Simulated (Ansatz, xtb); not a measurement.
# C3H11NSi: which of two isomers lies lower

Structure a is `CCC[SiH2]N`, a singlet and structure b is `CC(C)[SiH2]N`, a singlet. Both are isolated molecules in the gas phase, relaxed with BLYP-D3(BJ)/def2-SVP; the shapes shown needn't be the lowest conformers.

a (Å):

```tsv
atom	x (Å)	y (Å)	z (Å)
C	-0.0250	-2.7492	0.2118
C	-0.5593	-1.3390	0.5229
C	0.3404	-0.2080	-0.0257
N	0.8300	2.7059	-0.3638
Si	-0.2750	1.5459	0.3573
H	-0.6920	-3.5390	0.6145
H	0.9824	-2.9008	0.6531
H	0.0663	-2.9097	-0.8827
H	-1.5834	-1.2328	0.1022
H	-0.6740	-1.2230	1.6229
H	1.3692	-0.3122	0.3887
H	0.4501	-0.2989	-1.1284
H	-0.4575	1.6503	1.8567
H	-1.6181	1.8017	-0.2657
H	1.8055	2.6953	-0.0473
H	0.5151	3.6790	-0.4331
```

b (Å):

```csv
atom,x (Å),y (Å),z (Å)
C,-1.2437,0.6262,0.8015
C,-1.6664,0.6299,-0.6843
C,-1.5932,2.0434,-1.3038
N,-0.5955,-2.2700,-1.0902
Si,-0.6326,-0.6252,-1.6993
H,-1.3026,-0.3920,1.2388
H,-0.1968,0.9794,0.9207
H,-1.8868,1.2945,1.4133
H,-2.7211,0.2736,-0.7472
H,-1.9318,2.0528,-2.3605
H,-0.5544,2.4366,-1.2836
H,-2.2265,2.7656,-0.7447
H,-1.1868,-0.6699,-3.0959
H,0.7923,-0.1454,-1.7192
H,-0.0521,-2.4670,-0.2449
H,-1.4616,-2.8167,-1.0796
```

Energies in hartree; the thermal terms are from BLYP-D3(BJ)/def2-SVP harmonic frequencies (ideal gas, rigid rotor, one conformer each, 298.15 K, 1 atm) and include the zero-point energy:

```
                              a           b
E, CCSD(T)/def2-SVP  −464.006841  −464.005841
    E, MP2/def2-SVP  −463.913173  −463.912513
  E, MP2/def2-TZVPP  −464.380009  −464.379315
  zero-point energy     0.132512     0.132055
       H(298 K) − E     0.141834     0.141471
       G(298 K) − E     0.100049     0.100123
```

Task: Correct the CCSD(T) difference for the basis set by the MP2 change, then work out ΔE, ΔE₀, ΔH and ΔG for a → b in kcal/mol (1 Eh = 627.51 kcal/mol) and the equilibrium ratio [b]/[a].

Result: 1. Differences b − a: CCSD(T) +0.001000, MP2 in the small set +0.000660, MP2 in the large set +0.000694 Eh.
2. ΔE = +0.001000 + (+0.000694 − (+0.000660)) = +0.001034 Eh = +0.65 kcal/mol.
3. ΔE₀ = ΔE + ΔZPE = +0.001034 + (−0.000457) Eh = +0.36 kcal/mol.
4. ΔH = ΔE + (−0.000363) Eh = +0.42 kcal/mol.
5. ΔG = ΔE + (+0.000074) Eh = +0.70 kcal/mol, so ΔS = (ΔH − ΔG)/T = −3.8 J/(mol K).
6. kT = 0.9442 mEh, so K = [b]/[a] = exp(−ΔG/kT) = exp(−1.17) ≈ 0.31.

The two are too close for this level to say which is favoured. An error of 1 kcal/mol in ΔG would change K by a factor of 5.4. Mirror images and further conformers aren't counted.

As drawn, both hold the same kinds of bond in the same numbers. Structure a has 1 methyl group, b 2.

Other levels gave ΔE = +1.6 (GFN2-xTB); +1.2 (HF/STO-3G, GFN2-xTB geometries); +0.5 (r2SCAN-D4/def2-SVP, GFN2-xTB geometries); +0.2 (BLYP-D3(BJ)/def2-SVP); +1.9 (HF/def2-SVP); +0.4 (MP2/def2-SVP); +0.6 (CCSD(T)/def2-SVP) kcal/mol. The correlated steps freeze 9 core orbitals. Programs: Ansatz 0.2.0, xtb 6.7.1.

Every level listed places the n-propyl isomer a slightly below the isopropyl isomer b in electronic energy, whereas in simple alkanes branching is normally stabilising. The likely reason is the electropositive silicon. It polarises the Si–C bond towards carbon, and a primary carbon accommodates that carbanion-like charge better than a secondary one carrying two methyl groups. This probably offsets the usual gain from branching.

Electron correlation works the other way: with def2-SVP, the gap shrinks from +1.9 kcal/mol in Hartree–Fock to +0.4 in MP2 and +0.6 in CCSD(T). This fits the greater short- and medium-range correlation between neighbouring bonds in the more compact branched skeleton, which a mean-field treatment misses.

Zero-point energy also favours b slightly, but its lower entropy cancels that gain in ΔG, as expected if the straight chain has softer skeletal bending and torsional modes. The computed ratio describes a thermodynamic balance only; interconversion would require breaking strong skeletal bonds, so a real sample would normally keep the composition set by its synthesis.
